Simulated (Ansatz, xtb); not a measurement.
Relative energy of two isomers of C3H8Si

Structure I: `C=C[SiH2]C`, a singlet. Structure II: `C1C[SiH2]C1`, a singlet. Both are isolated molecules in the gas phase, relaxed with PBE-D3(BJ)/def2-SVP; the shapes shown needn't be the lowest conformers.

I (Å):

| atom | x (Å) | y (Å) | z (Å) |
| --- | --- | --- | --- |
| C | -0.7392 | 1.3320 | -1.8514 |
| C | -0.6217 | 2.6745 | -1.9006 |
| C | 1.0104 | -0.9137 | -0.5837 |
| Si | -0.4123 | 0.3040 | -0.3112 |
| H | -1.0371 | 0.8050 | -2.7787 |
| H | -0.3301 | 3.2639 | -1.0133 |
| H | -0.8117 | 3.2499 | -2.8238 |
| H | -1.6542 | -0.4718 | 0.0551 |
| H | -0.0904 | 1.2480 | 0.8194 |
| H | 1.9462 | -0.3741 | -0.8325 |
| H | 0.7806 | -1.6070 | -1.4182 |
| H | 1.1901 | -1.5217 | 0.3260 |

II (Å):

```yaml
atoms:
  - { symbol: C, position_ang: [-0.2368, 0.5481, -1.7129] }
  - { symbol: C, position_ang: [0.6010, -0.2673, -0.6765] }
  - { symbol: C, position_ang: [-0.9457, 1.5780, -0.7761] }
  - { symbol: Si, position_ang: [0.4760, 1.2630, 0.4607] }
  - { symbol: H, position_ang: [-0.9218, -0.0601, -2.3428] }
  - { symbol: H, position_ang: [0.4455, 1.0825, -2.4073] }
  - { symbol: H, position_ang: [1.5767, -0.6591, -1.0226] }
  - { symbol: H, position_ang: [0.0132, -1.1117, -0.2594] }
  - { symbol: H, position_ang: [1.6289, 2.2207, 0.3013] }
  - { symbol: H, position_ang: [0.1886, 1.1016, 1.9329] }
  - { symbol: H, position_ang: [-1.1407, 2.5827, -1.1976] }
  - { symbol: H, position_ang: [-1.9014, 1.1724, -0.3827] }
```

Energies in hartree; the thermal terms are from PBE-D3(BJ)/def2-SVP harmonic frequencies (ideal gas, rigid rotor, one conformer each, 600 K, 1 atm) and include the zero-point energy:

|  | I | II |
| --- | --- | --- |
| E, CCSD(T)/def2-SVP | −407.596038 | −407.590364 |
| E, MP2/def2-SVP | −407.517827 | −407.515931 |
| E, MP2/def2-TZVPP | −407.868073 | −407.864952 |
| zero-point energy | 0.093025 | 0.095868 |
| H(600 K) − E | 0.116551 | 0.116988 |
| G(600 K) − E | 0.020095 | 0.028991 |

Correct the CCSD(T) difference for the basis set by the MP2 change, then work out ΔE, ΔE₀, ΔH and ΔG for I → II in kJ/mol (1 Eh = 2625.50 kJ/mol) and the equilibrium ratio [II]/[I].

1. Differences II − I: CCSD(T) +0.005674, MP2 in the small set +0.001896, MP2 in the large set +0.003121 Eh.
2. ΔE = +0.005674 + (+0.003121 − (+0.001896)) = +0.006899 Eh = +18.11 kJ/mol.
3. ΔE₀ = ΔE + ΔZPE = +0.006899 + (+0.002843) Eh = +25.58 kJ/mol.
4. ΔH = ΔE + (+0.000437) Eh = +19.26 kJ/mol.
5. ΔG = ΔE + (+0.008896) Eh = +41.47 kJ/mol, so ΔS = (ΔH − ΔG)/T = −37.0 J/(mol K).
6. kT = 1.9001 mEh, so K = [II]/[I] = exp(−ΔG/kT) = exp(−8.31) ≈ 2.5 × 10^−4.

Structure I is favoured at this temperature. An error of 4 kJ/mol in ΔG would change K by a factor of 2.2. PBE-D3(BJ)/def2-SVP found them nearly level. GFN2-xTB, HF/STO-3G gave ΔE the other sign. Mirror images and further conformers aren't counted.

As drawn, II has 2 C–C in place of 1 C=C. Structure I has no ring, II a 4-membered ring.

Other levels gave ΔE = −52.5 (GFN2-xTB); −67.5 (HF/STO-3G, GFN2-xTB geometries); +11.9 (r2SCAN-D4/def2-SVP, GFN2-xTB geometries); −0.8 (PBE-D3(BJ)/def2-SVP); +32.2 (HF/def2-SVP); +5.0 (MP2/def2-SVP); +14.9 (CCSD(T)/def2-SVP) kJ/mol. The correlated steps freeze 8 core orbitals. Programs: Ansatz 0.2.0, xtb 6.7.1.

Vinylmethylsilane lies below silacyclobutane in energy, and at 600 K entropy widens the gap: ΔG is +41.47 kJ/mol against a ΔH of +19.26 kJ/mol, so more than half of the preference is entropic. Both isomers have the same numbers of Si–C, Si–H and C–H bonds, so the energy difference mainly reflects the exchange of a C=C π bond for a C–C σ bond. That exchange would normally favour the saturated isomer, but here the strain of the four-membered ring, from compressed angles and eclipsed bonds, outweighs the gain. The entropy term follows from ring closure, which turns soft torsions about the Si–C bonds into stiffer skeletal modes.

In the small basis, correlation lowers the ring relative to the open chain, and MP2 overshoots this shift compared with CCSD(T), probably because it overestimates correlation among the closely packed σ bonds of the ring. The equilibrium ratio doesn't show that the two isomers interconvert on heating, since silacyclobutanes can instead fragment to an alkene and a silene.
